\section*{How much do vacancy clusters soften tungsten?}

Take tungsten, say in a contact plug, with one per cent of its sites vacant and the vacancies gathered into compact clusters of $n=60$. Tensile strain is positive, and $\varepsilon$ is the strain far from the defect. The elastic dipole $P$ is defined by $dE=-P:d\varepsilon$. If strain polarises the defect, $P=P^0+\alpha:\varepsilon$, then integration gives
\begin{equation}
E=-P^0:\varepsilon-\tfrac12\,\varepsilon:\alpha:\varepsilon .
\end{equation}
With $c$ non-interacting clusters per lattice site and atomic volume $\Omega$, the energy density is $\tfrac12\varepsilon:C:\varepsilon+(c/\Omega)E$. Its second derivative gives
\begin{equation}
\delta C=-c\,\alpha/\Omega .
\end{equation}
Positive $\alpha$ softens. Tungsten is nearly isotropic, so I write $C=3KJ+2\mu D$ and $\alpha=3\alpha_KJ+2\alpha_\mu D$, with $J$ and $D$ the hydrostatic and deviatoric projectors.

\subsection*{By hand}
A hole stores no energy. Suppose the metal around it keeps the uniform strain. The energy lost is $\tfrac12V\varepsilon:C:\varepsilon$, so $\alpha=VC$ and $\delta C/C=-f$, with void fraction $f=cV/\Omega=cn$. Round: $a\approx3.2$~\AA, $\Omega=a^3/2\approx16$~\AA$^3$, $V\approx960$~\AA$^3$, call it $1000$, with $\mu\approx1$ and $K\approx2$~eV/\AA$^3$. Then $\alpha_\mu\approx1$~keV, $\alpha_K\approx2$~keV, and at $f=0.01$ both moduli fall by one per cent.

\subsection*{With care}
Use Eshelby's equivalent inclusion (1957). Fill the sphere with matrix material carrying a stress-free strain $\varepsilon^*$, whose dipole is $P=VC:\varepsilon^*$. The constrained strain inside is uniform, $S:\varepsilon^*$, and is an average over unit vectors $\hat n$:
\begin{equation}
(S:\varepsilon^*)_{ij}=\tfrac12\big\langle (n_jG_{ip}+n_iG_{jp})\,n_q\big\rangle\,\sigma^*_{pq},\qquad
G_{ip}=\frac1\mu\Big[\delta_{ip}-\frac{n_in_p}{2(1-\nu)}\Big],
\end{equation}
where $\sigma^*=C:\varepsilon^*$ and $G$ is the inverse acoustic tensor. For a dilatation the trace gives $S_K=K(1-2\nu)/[2\mu(1-\nu)]$. For a shear $\varepsilon^*_{12}$, $\langle n_1^2\rangle=1/3$ and $\langle n_1^2n_2^2\rangle=1/15$ give $S_\mu=\tfrac23-2/[15(1-\nu)]$. With $K=2\mu(1+\nu)/[3(1-2\nu)]$,
\begin{equation}
S_K=\frac{1+\nu}{3(1-\nu)},\qquad S_\mu=\frac{2(4-5\nu)}{15(1-\nu)} .
\end{equation}
The inclusion mimics a void if its stress $C:(\varepsilon+S:\varepsilon^*-\varepsilon^*)$ vanishes. Hence $\varepsilon^*=(1-S)^{-1}:\varepsilon$ and $\alpha=VC:(1-S)^{-1}$, and
\begin{equation}
\frac{\delta K}{K}=-\frac{3(1-\nu)}{2(1-2\nu)}\,f,\qquad
\frac{\delta\mu}{\mu}=-\frac{15(1-\nu)}{7-5\nu}\,f .
\end{equation}
Typical room-temperature inputs are $a=3.165$~\AA, $\mu=1.00$~eV/\AA$^3$ and $\nu=0.28$. They give $\Omega=15.85$~\AA$^3$, $K=1.94$~eV/\AA$^3$, $V=n\Omega=951$~\AA$^3$ and radius $R=6.1$~\AA. Then $S_K=0.593$ and $S_\mu=0.481$, the prefactors are $2.45$ and $1.93$, and $\alpha_K=4.5$~keV, $\alpha_\mu=1.8$~keV. At $f=0.01$ the model has $\delta K/K\approx-2.5$ and $\delta\mu/\mu\approx-1.9$ per cent.

\subsection*{Why the gap}
Rounding does not explain it: it raised $V$ by 5 per cent and $K$ by 3, in the wrong direction, and it cancels from $\delta C/C$. The uniform strain is responsible. Only the matrix carries stress, so $\bar\sigma=(1-f)C:\varepsilon_{\rm m}$, while $\bar\varepsilon=(1-f)\varepsilon_{\rm m}+f\varepsilon_{\rm v}$, with $\varepsilon_{\rm m}$ and $\varepsilon_{\rm v}$ the mean strains of matrix and hole. Therefore
\begin{equation}
\bar\sigma=C:(\bar\varepsilon-f\varepsilon_{\rm v}).
\end{equation}
The prefactor is the strain of the hole per unit applied strain. By hand we set it to one. In fact $\varepsilon_{\rm v}=\varepsilon+S:\varepsilon^*=(1+S+S^2+\dots):\varepsilon$. The hole yields, which changes the dipole, which deforms the hole further. With $S$ near one half the series sums to about two.

\emph{Question: why does $K$ suffer more than $\mu$?}

Solve the radial problem. With $u=Ar+B/r^2$, $\sigma_{rr}=3KA-4\mu B/r^3$. A free wall needs $B/R^3=3KA/4\mu$, so $u(R)/R=A(1+3K/4\mu)$. The 1 is the missing metal. The rest, $(1+\nu)/[2(1-2\nu)]=1.45$, is the wall moving, driven by $K$ and resisted only by $\mu$, since the $B$ field is pure shear. It diverges as $\nu\to\tfrac12$. In shear, $\mu$ drives and does most of the resisting, so the factor stays between $2.14$ at $\nu=0$ and $1.67$ at $\nu=\tfrac12$. At $\nu=0.2$ both factors equal 2.

\emph{Question: could the hand estimate have overshot?}

No. Uniform strain is an admissible trial field, so by minimum potential energy it overestimates the stiffness. This is the Voigt bound, and for true voids $f$ is the least possible fractional softening.

\emph{Question: is one per cent dilute?}

Evaluate the same radial solution at an outer radius with $R^3/R_{\rm out}^3=f$. It gives $K_{\rm eff}/K=(1-f)/(1+3Kf/4\mu)$, a change of $-2.42$ per cent against the linear $-2.45$. That is small beside the next point.

\emph{Question: is a hole of six angstroms a continuum void?}

Roughly. Shifting the effective wall by an assumed $0.3$~\AA\ changes $V$ by $3\,\delta R/R$, or 15 per cent. Surface stress $s$ supplies $P^0$, which leaves linear moduli alone but puts a free sample under mean pressure $2sf/R$. Through $K'=dK/dp$ this adds $\delta K/K\approx2sK'f/(RK)$. For approximate values $s=0.2$~eV/\AA$^2$ and $K'=4$ it is $+0.14f$, about 6 per cent of the effect. This is a size estimate only, as surface elasticity also scales as $1/R$. Both corrections grow as clusters shrink, and a monovacancy needs an atomistic $\alpha$.

\emph{Question: and if the clusters are not spherical?}

Then $P^0$ has a deviatoric part, and a cluster able to reorient adds a paraelastic term. The coupling is $-2P_{12}\varepsilon_{12}$ and the diaelastic energy is $-2\alpha_\mu\varepsilon_{12}^2$, so the second cumulant of the free energy adds $\mathrm{Var}(P_{12})/k_BT$ to $\alpha_\mu$. An illustrative spread of 1~eV at 300~K gives 39~eV, against 31~eV per vacancy from the void model, a real rival for the smallest clusters. Reorientation needs vacancy jumps, however. A typical migration barrier of $1.7$~eV and an attempt rate of $10^{13}$~s$^{-1}$ give $3\times10^{-16}$ jumps per second, so the term is frozen at 300~K. Shape still matters statically: a flat, crack-like seam softens its normal direction far more than spheres of equal volume. The $-2.5$ and $-1.9$ per cent belong to the spherical-void model, with a spread of order 15 per cent of themselves from the wall position alone.